# Two-centre expansion of the free Green function and Gaunt reduction of the KKR structure constants

## Conventions

Rydberg units are used: $\hbar^2/2m=1$, lengths in bohr, $E=\kappa^2$ measured from the constant interstitial potential. The retarded free Green function obeys $(\nabla^2+\kappa^2)G_0=\delta(\mathbf r)$, so that

$$G_0(\mathbf r)=-\frac{e^{i\kappa r}}{4\pi r}.$$

$L=(l,m)$ labels real orthonormal spherical harmonics $Y_L$. The spherical Hankel function is $h_l=j_l+in_l$ with $n_0(x)=-\cos x/x$. We abbreviate $j_L(\mathbf r)=j_l(\kappa r)Y_L(\hat{\mathbf r})$ and define the Gaunt coefficients

$$C_{LL'L''}=\int d\Omega\,Y_LY_{L'}Y_{L''},$$

which are real and symmetric in all three indices.

## Statement

Let $\mathbf r$ be measured from site $\mathbf R_n$, $\mathbf r'$ from site $\mathbf R_m$, and $\mathbf R=\mathbf R_n-\mathbf R_m\neq0$. For $r+r'<R$,

$$G_0(\mathbf r+\mathbf R_n-\mathbf r'-\mathbf R_m)=\sum_{LL'}j_L(\mathbf r)\,g_{LL'}(\mathbf R)\,j_{L'}(\mathbf r'),\tag{1}$$

$$g_{LL'}(\mathbf R)=4\pi\sum_{L''}i^{\,l-l'+l''}C_{LL'L''}D_{L''},\qquad D_{L''}=-i\kappa\,h_{l''}(\kappa R)\,Y_{L''}(\hat{\mathbf R}).\tag{2}$$

The series (1) converges absolutely. Only $l''=|l-l'|,\,|l-l'|+2,\dots,l+l'$ contribute to (2). For $l,l'\le l_{\max}$ the whole matrix is fixed by the $(2l_{\max}+1)^2$ complex numbers $D_{L''}$ with $l''\le2l_{\max}$, and it determines each of them in turn.

## Premises

(a) The $Y_L$ are complete and orthonormal, have parity $(-1)^l$ and obey $\sum_mY_{lm}^2=(2l+1)/4\pi$. Every homogeneous polynomial of degree $p$ is a sum of terms $r^pY_L$ with $l=p,p-2,\dots$

(b) The Rayleigh expansion $e^{i\mathbf k\cdot\mathbf r}=4\pi\sum_Li^l\,j_L(\mathbf r)Y_L(\hat{\mathbf k})$ holds for $|\mathbf k|=\kappa$ and all $\mathbf r$.

(c) The Wronskian is $j_lh_l'-j_l'h_l=i/x^2$, and the standard integral and finite-sum forms of $j_l$ and $h_l$ quoted in step 4 hold.

## Proof

**Step 1: one-centre expansion.** Write $G_0(\mathbf x-\mathbf y)=\sum_L\gamma_l(x,y)Y_L(\hat{\mathbf x})Y_L(\hat{\mathbf y})$, which is the general form of a function invariant under joint rotations. Completeness gives $\delta(\mathbf x-\mathbf y)=x^{-2}\delta(x-y)\sum_LY_LY_L$. Regularity at the origin and the outgoing condition force $\gamma_l=A\,j_l(\kappa x_<)h_l(\kappa x_>)$, and $\partial_x\gamma_l$ must jump by $1/y^2$ at $x=y$. By (c) the jump is $A\kappa\,i/(\kappa y)^2$, hence $A=-i\kappa$:

$$G_0(\mathbf x-\mathbf y)=-i\kappa\sum_Lh_l(\kappa x)Y_L(\hat{\mathbf x})\,j_L(\mathbf y),\qquad y<x.\tag{3}$$

Take $\mathbf x=\mathbf R$ and $\mathbf y=\mathbf r'-\mathbf r$. The condition $r+r'<R$ implies $y<R$, so

$$G_0(\mathbf R+\mathbf r-\mathbf r')=\sum_{L''}D_{L''}\,j_{L''}(\mathbf r'-\mathbf r).\tag{4}$$

**Step 2: addition theorem for regular waves.** Projecting (b) on $Y_{L''}(\hat{\mathbf k})$ gives

$$j_{L''}(\mathbf y)=\frac{1}{4\pi i^{\,l''}}\int d\Omega_k\,e^{i\mathbf k\cdot\mathbf y}\,Y_{L''}(\hat{\mathbf k}).$$

The exponential factorises as $e^{-i\mathbf k\cdot\mathbf r}e^{i\mathbf k\cdot\mathbf r'}$. Expand the second factor by (b) and the first by the complex conjugate of (b), which carries $(-i)^l=i^{-l}$. Both series converge uniformly in $\hat{\mathbf k}$, so the angular integral is done term by term and yields a Gaunt coefficient:

$$j_{L''}(\mathbf r'-\mathbf r)=4\pi\sum_{LL'}i^{\,l'-l-l''}C_{LL'L''}\,j_L(\mathbf r)\,j_{L'}(\mathbf r').\tag{5}$$

This holds for all $\mathbf r$ and $\mathbf r'$.

**Step 3: selection rules.** Under $\hat{\mathbf k}\to-\hat{\mathbf k}$ the integrand of $C$ acquires $(-1)^{l+l'+l''}$, so $C=0$ unless $l+l'+l''$ is even. The product $r^lY_L\,r^{l'}Y_{L'}$ is a homogeneous polynomial of degree $l+l'$ and by (a) contains only harmonics with $l''\le l+l'$. The symmetry of $C$ gives likewise $l\le l'+l''$ and $l'\le l+l''$, that is $l''\ge|l-l'|$. The allowed $l''$ number $\min(l,l')+1$. For them $l'-l-l''$ is even, so the phase in (5) is $\pm1$ and equals its inverse $i^{\,l-l'+l''}$. Inserting (5) in (4) and summing over $L''$ first gives (1) and (2), provided the rearrangement is allowed.

**Step 4: absolute convergence.** Take real $\kappa>0$ and put $X=\kappa R$, $p=l+l'$, $(-1)!!=1$. From

$$j_l(x)=\frac{x^l}{2^{l+1}l!}\int_{-1}^1(1-t^2)^le^{ixt}\,dt$$

follows $|j_l(x)|\le x^l/(2l+1)!!$ on replacing the exponential by 1. In

$$h_l(X)=(-i)^{l+1}\frac{e^{iX}}{X}\sum_{q=0}^{l}\frac{(l+q)!}{q!\,(l-q)!}\Big(\frac{i}{2X}\Big)^q$$

the term $q=l$ has modulus $(2l-1)!!/X^{l+1}$. The term $q=l-s$ is this modulus times $\frac{(2X)^s}{s!}\prod_{u=0}^{s-1}\frac{l-u}{2l-u}\le X^s/s!$. Hence $|h_l|\le e^X(2l-1)!!/X^{l+1}$. For $l''=p-s$, the ratio $(2p-1)!!/(2l''-1)!!$ is a product of $s$ increasing odd numbers and is at least $s!$, so $|h_{l''}|\le e^{2X}(2p-1)!!/X^{p+1}$. Since $(2p-1)!!\le2^pp!$ and $(2l+1)!!\ge2^ll!$,

$$|j_l(\kappa r)\,j_{l'}(\kappa r')\,h_{l''}(\kappa R)|\le\frac{e^{2X}}{X}\binom{p}{l}\Big(\frac rR\Big)^l\Big(\frac{r'}R\Big)^{l'}.$$

The remaining factors grow only as powers of $p$: $|Y_L|\le\sqrt{(2l+1)/4\pi}$ by (a), $|C_{LL'L''}|\le\max|Y_{L''}|$ by the Cauchy–Schwarz inequality, and the number of terms at fixed $l,l'$ is polynomial. Summing over $l$ at fixed $p$ gives $[(r+r')/R]^p$. The triple series therefore converges absolutely for $r+r'<R$, and any order of summation is allowed.

**Step 5: counting.** For $l,l'\le l_{\max}$, step 3 restricts $l''$ to $0,\dots,2l_{\max}$, and $\sum_{l''=0}^{2l_{\max}}(2l''+1)=(2l_{\max}+1)^2$. To see that none is redundant, write (2) as

$$i^{\,l'-l}g_{LL'}=4\pi\int d\Omega\,Y_LY_{L'}f,\qquad f=\sum_{l''\le2l_{\max}}i^{\,l''}D_{L''}Y_{L''}.\tag{6}$$

Any monomial of degree up to $2l_{\max}$ is a product of two monomials of degree up to $l_{\max}$, so the products $Y_LY_{L'}$ span all harmonics with $l''\le2l_{\max}$. If $g=0$, then $f$ is orthogonal to the space that contains it and vanishes. The linear map $D\mapsto g$ is thus one-to-one.

## Consequences

*Symmetry.* The right side of (6) is symmetric, so $g_{L'L}(\mathbf R)=(-1)^{l+l'}g_{LL'}(\mathbf R)=g_{LL'}(-\mathbf R)$, the last form from the parity of $Y_{L''}$. For $l_{\max}=3$ the 256 entries reduce to 136 by symmetry and to 49 by the Gaunt structure.

*Trace rule.* Because $\sum_mY_{lm}^2$ is constant, $\sum_mg_{lm,lm}=(2l+1)g_{ss}$ with $g_{ss}=-i\kappa h_0(\kappa R)=-e^{i\kappa R}/R$. For $l_{\max}=1$ this is the single relation that takes 10 symmetric entries to 9.

*Re-expansion of an outgoing wave.* Apply (3) with $\mathbf x=\mathbf R+\mathbf r$, $\mathbf y=\mathbf r'$ and compare the coefficients of $j_{L'}(\mathbf r')$ with (1) at small $r'$. This gives $-i\kappa\,h_{l'}(\kappa|\mathbf R+\mathbf r|)Y_{L'}=\sum_Lj_L(\mathbf r)g_{LL'}$ for all $r<R$, the harmonic being taken in the direction of $\mathbf R+\mathbf r$.

*Lattice sums.* For a Bravais lattice with Bloch amplitudes $e^{i\mathbf k\cdot\mathbf R_m}$, $g(\mathbf k)=\sum_{\mathbf R\ne0}e^{-i\mathbf k\cdot\mathbf R}g(\mathbf R)$. The Gaunt factors do not depend on $\mathbf R$, so only $(2l_{\max}+1)^2$ sums $D_{L''}(\mathbf k)$ are needed at each $\mathbf k$ and $E$.

*Complex harmonics.* If (1) is written with $Y_L(\hat{\mathbf r})$ and $Y^*_{L'}(\hat{\mathbf r}')$, the same steps give (2) with $C$ replaced by $\int Y_L^*Y_{L'}Y_{L''}^*\,d\Omega$, so that $m''=m'-m$.

*Bond frame.* For $\mathbf R\parallel z$, $Y_{L''}(\hat{\mathbf z})=\delta_{m''0}\sqrt{(2l''+1)/4\pi}$ and $g$ is diagonal in $m$. Since $Y_LY_{L'}=\sum C\,Y_{L''}$, the factor $4\pi C\,Y_{l''0}(\hat{\mathbf z})$ is the coefficient of $P_{l''}(\cos\theta)$ in the azimuthal average of $4\pi Y_LY_{L'}$. For example $4\pi Y_{20}^2=1+\tfrac{10}7P_2+\tfrac{18}7P_4$. With $\sigma,\pi,\delta$ for $|m|=0,1,2$ and all $h_l$ at $\kappa R$,

$$g_{sp\sigma}=-g_{ps\sigma}=-i\kappa\sqrt3\,h_1,\qquad g_{pp\sigma}=-i\kappa(h_0-2h_2),\qquad g_{pp\pi}=-i\kappa(h_0+h_2),$$

$$g_{dd\sigma}=-i\kappa\big(h_0-\tfrac{10}7h_2+\tfrac{18}7h_4\big),\quad g_{dd\pi}=-i\kappa\big(h_0-\tfrac57h_2-\tfrac{12}7h_4\big),\quad g_{dd\delta}=-i\kappa\big(h_0+\tfrac{10}7h_2+\tfrac37h_4\big).$$

For $\kappa R\to0$ the $h_4$ terms dominate and $\sigma:\pi:\delta\to6:-4:1$.

## Range of validity

1. The reference potential must be constant everywhere, and the treatment is non-relativistic. The case $n=m$ is covered by (3), not by (1).

2. The condition $r+r'<R$ is sharp. As $\kappa\to0$, for two points facing each other on the bond axis, the $(l,l')$ term of (1) is the part of $G_0$ of degree $l$ in $r$ and $l'$ in $r'$, so that $-4\pi G_0=1/(R-r-r')=R^{-1}\sum_{ll'}\binom{l+l'}{l}(r/R)^l(r'/R)^{l'}$. All terms are positive and the series diverges for $r+r'\ge R$. Non-overlapping muffin-tin spheres satisfy the condition at all interior points. For overlapping spheres or the circumscribed spheres of space-filling cells, the iterated sum (first all $L$, then $L'$) still converges if $r<R$ and $r'<|\mathbf R+\mathbf r|$, but a common cutoff $l_{\max}$ on both indices is not covered by the proof.

3. Each element $g_{LL'}$ is a finite sum and is exact. Truncation at $l_{\max}$ discards rows and columns. In the multiple-scattering equations $g$ is multiplied by single-site $t$ matrices, and the cutoff rests on the smallness of $t_l$ at large $l$, not on pointwise convergence of (1).

4. The result extends to complex $\kappa\neq0$: the bound on $j_l(x)$ gains a factor $e^{|\mathrm{Im}\,x|}$ and the convergence condition is unchanged. The lattice sum converges absolutely only for $\mathrm{Im}\,\kappa>0$. At real positive energy $|h_l|$ falls as $1/\kappa R$, and the sum is defined as the limit $\mathrm{Im}\,\kappa\to0^+$ and evaluated by the Ewald method.

## Illustration: first and second shells of bcc Fe

Inputs are a typical lattice constant $a=5.42$ bohr (2.87 Å) and an illustrative energy $E=0.64$ Ry, $\kappa=0.8$ bohr$^{-1}$, of the order typical for the Fermi level above the muffin-tin zero in a 3d metal. The digits below refer to these inputs taken as exact. The eight first neighbours $\tfrac a2\langle111\rangle$ lie at $R_1=4.694$ bohr ($\kappa R_1=3.7551$), the six second neighbours $a\langle100\rangle$ at $R_2=a$ ($\kappa R_2=4.336$).

*Geometry.* The largest value of $(r+r')/R$ is:

| sphere | radius (bohr) | shell 1 | shell 2 |
|---|---|---|---|
| touching muffin tin, $R_1/2$ | 2.347 | 1 | 0.866 |
| Wigner–Seitz, $a(3/8\pi)^{1/3}$ | 2.669 | 1.137 | 0.985 |
| circumscribed, $\sqrt5a/4$ | 3.030 | 1.291 | 1.118 |

For facing points on the muffin-tin spheres of a second-shell pair, the static series of item 2 has the sum 7.46 in units of $1/R$, of which $l,l'\le3$ supplies 4.19, or 56 per cent.

*Radial functions.*

| shell | $j_0$ | $n_0$ | $j_1$ | $n_1$ | $j_2$ | $n_2$ | $j_4$ | $n_4$ |
|---|---|---|---|---|---|---|---|---|
| 1 | −0.1533 | 0.2177 | 0.1769 | 0.2113 | 0.2947 | −0.0489 | 0.1069 | −0.4664 |
| 2 | −0.2145 | 0.0848 | 0.0353 | 0.2340 | 0.2389 | 0.0772 | 0.1489 | −0.3113 |

*Bond-frame elements* in bohr$^{-1}$, from $-ih_l=n_l-ij_l$:

| | shell 1 | shell 2 |
|---|---|---|
| $ss\sigma$ | $0.174+0.123i$ | $0.068+0.172i$ |
| $sp\sigma$ | $0.293-0.245i$ | $0.324-0.049i$ |
| $pp\sigma$ | $0.252+0.594i$ | $-0.056+0.554i$ |
| $pp\pi$ | $0.135-0.113i$ | $0.130-0.020i$ |
| $dd\sigma$ | $-0.729+0.239i$ | $-0.661+0.138i$ |
| $dd\pi$ | $0.842+0.438i$ | $0.451+0.512i$ |
| $dd\delta$ | $-0.042-0.251i$ | $0.049-0.152i$ |

*Shell sums at $\mathbf k=0$.* A sum over a full shell has cubic symmetry, so its $d$ block has one $e_g$ and one $t_{2g}$ value. For the $e_g$ orbital $Y_{20}$ in the cube axes, $4\pi\sum_{m''}C\,Y_{L''}(\hat{\mathbf R})$ is the $l''$ component of $4\pi Y_{20}^2$ at $\hat{\mathbf R}$, so each neighbour contributes $-i\kappa[h_0-\tfrac{10}7P_2h_2+\tfrac{18}7P_4h_4]$ with $P_l$ at $\cos\theta_R$. In shell 1, $\cos^2\theta_R=1/3$, $P_2=0$ and $\sum P_4=8(-7/18)=-28/9$. In shell 2, $\sum P_2=2-4/2=0$ and $\sum P_4=2+4(3/8)=7/2$. The trace rule $2g_{e_g}+3g_{t_{2g}}=5Ng_{ss}$ for $N$ neighbours gives the $t_{2g}$ value:

| shell | $g_{e_g}$ (bohr$^{-1}$) | $g_{t_{2g}}$ (bohr$^{-1}$) |
|---|---|---|
| 1 | $-i\kappa(8h_0-8h_4)=4.379+1.666i$ | $-i\kappa(8h_0+\tfrac{16}3h_4)=-0.597+0.525i$ |
| 2 | $-i\kappa(6h_0+9h_4)=-1.835-0.042i$ | $-i\kappa(6h_0-6h_4)=1.901+1.744i$ |

Of the 25 numbers $D_{L''}$ that enter the $l_{\max}=2$ matrix, only the $l''=0$ term and one $l''=4$ combination survive in each shell sum. The difference $g_{e_g}-g_{t_{2g}}$ is $-\tfrac{40}3(-i\kappa h_4)=4.975+1.141i$ for shell 1 and $15(-i\kappa h_4)=-3.736-1.786i$ for shell 2, with moduli 5.10 and 4.14 bohr$^{-1}$. The ratio of shell 2 to shell 1 is 0.81, against $\tfrac98(\sqrt3/2)^5=0.55$ in the static limit. The two shells largely cancel and leave $1.239-0.646i$, of modulus 1.40 bohr$^{-1}$.

The omitted third shell rivals this remainder. Its twelve vectors $a\langle110\rangle$ have $\sum P_4=-7/4$, hence a difference $-\tfrac{15}2(-i\kappa h_4)$ of modulus 1.16 bohr$^{-1}$. The $l''=0$ parts, of modulus $N/R$, are 1.70, 1.11 and 1.57 bohr$^{-1}$ for the three shells and show no decay. The numbers above belong to the model, a free-electron propagator on the bcc lattice at the chosen $\kappa a$. Iron enters only through $a$ and the energy scale, both spin channels share the same $g$ when they share the interstitial zero, and the two-shell sum is not an approximation to the Bloch structure constant at real energy.